# Exponential step heights compounded with a Poisson trap number

## Statement

A trapped electron in the tunnel oxide of a flash cell raises the threshold voltage by a step $v_i$. Let the steps add and be independent, each with density $e^{-v/\eta}/\eta$, and let the number of filled traps be Poisson with mean $N$. The total shift $V$, counted from the state with all traps empty, has cell-to-cell density

$$f(v)=e^{-N}\delta(v)+e^{-N-v/\eta}\sqrt{\frac{N}{\eta v}}\;I_1\!\left(2\sqrt{Nv/\eta}\right),\quad v\ge 0,$$

with $\langle V\rangle=N\eta$, $\sigma^2=2N\eta^2$, and so $\eta=\sigma^2/(2\langle V\rangle)$. $I_\nu$ is the modified Bessel function. Below, $x=v/\eta$.

## Building block: one two-level trap

Mean time empty $\tau_c$, mean time filled $\tau_e$, occupancy at a read $p=\tau_e/(\tau_c+\tau_e)$, and $q=1-p$. The height is drawn once per trap. The Laplace transform of its contribution is

$$\phi(s)=\langle e^{-sV}\rangle=q+\frac{p}{1+s\eta}.$$

**Fixed number $M$ of traps per cell.** The transform is $\phi^M$. Since $(1+s\eta)^{-n}$ inverts to $x^{n-1}e^{-x}/[\eta\,(n-1)!]$,

$$f_M=q^M\delta(v)+\frac{e^{-x}}{\eta}\sum_{n=1}^{M}\binom{M}{n}p^nq^{M-n}\frac{x^{n-1}}{(n-1)!}=q^M\delta(v)+\frac{p\,q^{M-1}}{\eta}e^{-x}L^{(1)}_{M-1}\!\left(-\frac{px}{q}\right),$$

with $L^{(1)}_{M-1}$ the associated Laguerre polynomial. One trap has mean $p\eta$ and second moment $2p\eta^2$. With $N=Mp$,

$$\langle V\rangle=N\eta,\qquad \sigma^2=2N\eta^2\left(1-\frac{N}{2M}\right).$$

The moment ratio returns $\eta(1-N/2M)$, which is below $\eta$.

**Traps placed at random.** Independent placement in the oxide makes $M$ Poisson, with mean $N_t$. Averaging $\phi^M$,

$$\Phi(s)=e^{N_t(\phi-1)}=\exp\!\left[-N+\frac{N}{1+s\eta}\right],\qquad N=pN_t .$$

This holds for any $p$, with no limit taken. Expanding the exponential and inverting term by term,

$$f=e^{-N}\delta(v)+\frac{e^{-N-x}}{\eta x}\sum_{n\ge1}\frac{(Nx)^n}{n!\,(n-1)!}.$$

The series equals $\sqrt{Nx}\,I_1(2\sqrt{Nx})$, which gives the statement exactly. From $\ln\Phi=N\sum_{m\ge1}(-s\eta)^m$ the cumulants are $\kappa_m=N\,m!\,\eta^m$, hence the mean and variance. The fixed-$M$ model reaches the same law only as $M\to\infty$ at fixed $N$, where the binomial weights become Poisson.

## Tail

A sum of $n$ steps exceeds $x$ with probability $e^{-x}\sum_{k<n}x^k/k!$. Exchanging the sums,

$$Q(x)=P(V>\eta x)=e^{-x}\sum_{k\ge0}\frac{x^k}{k!}\,P(n>k),$$

valid for binomial and Poisson $n$. For $z=2\sqrt{Nx}\gg1$, $I_1(z)\simeq e^z(1-3/8z)/\sqrt{2\pi z}$, so the leading form of the Poisson case is

$$f\simeq\frac{N^{1/4}}{2\sqrt{\pi}\,\eta\,x^{3/4}}\,e^{-(\sqrt{x}-\sqrt{N})^2}.$$

The decay tends to $e^{-x}$, but the factor $e^{2\sqrt{Nx}}$ from multi-trap cells keeps it flatter than that.

## Numbers: 1 Gbit array

One bit per cell, $2^{30}=1.074\times10^9$ independent cells. Define $v^*=\eta x^*$ by $Q(x^*)=2^{-30}=9.31\times10^{-10}$: one cell is expected above $v^*$, and at least one lies there with probability $1-e^{-1}=0.632$.

Assumed inputs: $\eta=10$ mV, $N_t=1$, $\tau_c=\tau_e$. Then $p=1/2$, $N=1/2$, $\langle V\rangle=5$ mV. The fixed-$M$ rows keep $N=1/2$ by setting $p=1/(2M)$. Their tails are

- $M=1$: $Q=e^{-x}/2$, so $x^*=29\ln2$;
- $M=2$: $Q=e^{-x}(7+x)/16$;
- $M=4$: $Q=e^{-x}\,(1695+323x+29x^2/2+x^3/6)/4096$.

| model | $P(V=0)$ | $\sigma^2$ (mV$^2$) | $\sigma^2/2\langle V\rangle$ (mV) | $x^*$ | $v^*$ (mV) |
|---|---|---|---|---|---|
| $M=1$ | 0.5000 | 75 | 7.5 | 20.10 | 201 |
| $M=2$ | 0.5625 | 87.5 | 8.75 | 21.37 | 214 |
| $M=4$ | 0.5862 | 93.75 | 9.375 | 22.27 | 223 |
| Poisson | 0.6065 | 100 | 10 | 23.39 | 234 |

Remarks.

1. Only the Poisson row returns the input $\eta$ from the two moments. A bounded trap number removes variance and thins the tail.
2. Only a fraction $P(n>1)=0.090$ of cells holds two or more filled traps, yet these cells make the tail. At a given shift the weight of $n$ is proportional to $(Nx)^n/[n!(n-1)!]$, with mean $\sqrt{Nx}\,I_0(z)/I_1(z)$. At $x^*$, $z=6.84$ and this mean is 3.7 traps.
3. The one-trap model is low by 33 mV. Above its 201 mV the Poisson model expects 18.3 cells, not one.
4. The local decay length at $v^*$ is $Q/f=11.3$ mV, or 26.0 mV per decade, against $\eta\ln10=23.0$ mV per decade. A straight-line fit to a semilog tail overestimates $\eta$.
5. The leading asymptotic density omits $3/8z=0.055$ at $x^*$. The table uses the exact sums.
6. A Gaussian with the same mean and $\sigma=10$ mV reaches $2^{-30}$ at $6.01\sigma$, that is at 65 mV.

## Where the estimator applies

- The ratio $\sigma^2/2\langle V\rangle$ needs one-signed shifts from the empty reference. Independent read noise adds variance and must be subtracted first.
- A spread of time constants only replaces $p$ by its average, provided $p$ is independent of the step height.
- The difference of two reads is a different variable. For reads far apart compared with $\tau_c$ and $\tau_e$, a trap goes up or down with equal probability $pq$. Up and down counts are independent Poisson numbers with mean $N_\pm=pqN_t$. Then
$$\ln\Phi=N_\pm\left[\frac{1}{1+s\eta}+\frac{1}{1-s\eta}-2\right],$$
so the mean vanishes, $\kappa_2=4N_\pm\eta^2$, $\kappa_4=48N_\pm\eta^4$, and $\eta^2=\kappa_4/(12\kappa_2)$. Here $N_\pm=0.25$ and $\kappa_2=100$ mV$^2$.

The value 234 mV is the model's, not a device's. The input $\eta$ was chosen at the order typical of scaled planar cells, and $v^*$ is proportional to it. The value also assumes that exponential heights and additivity persist out to a total shift of $23\eta$, which the two moments do not test.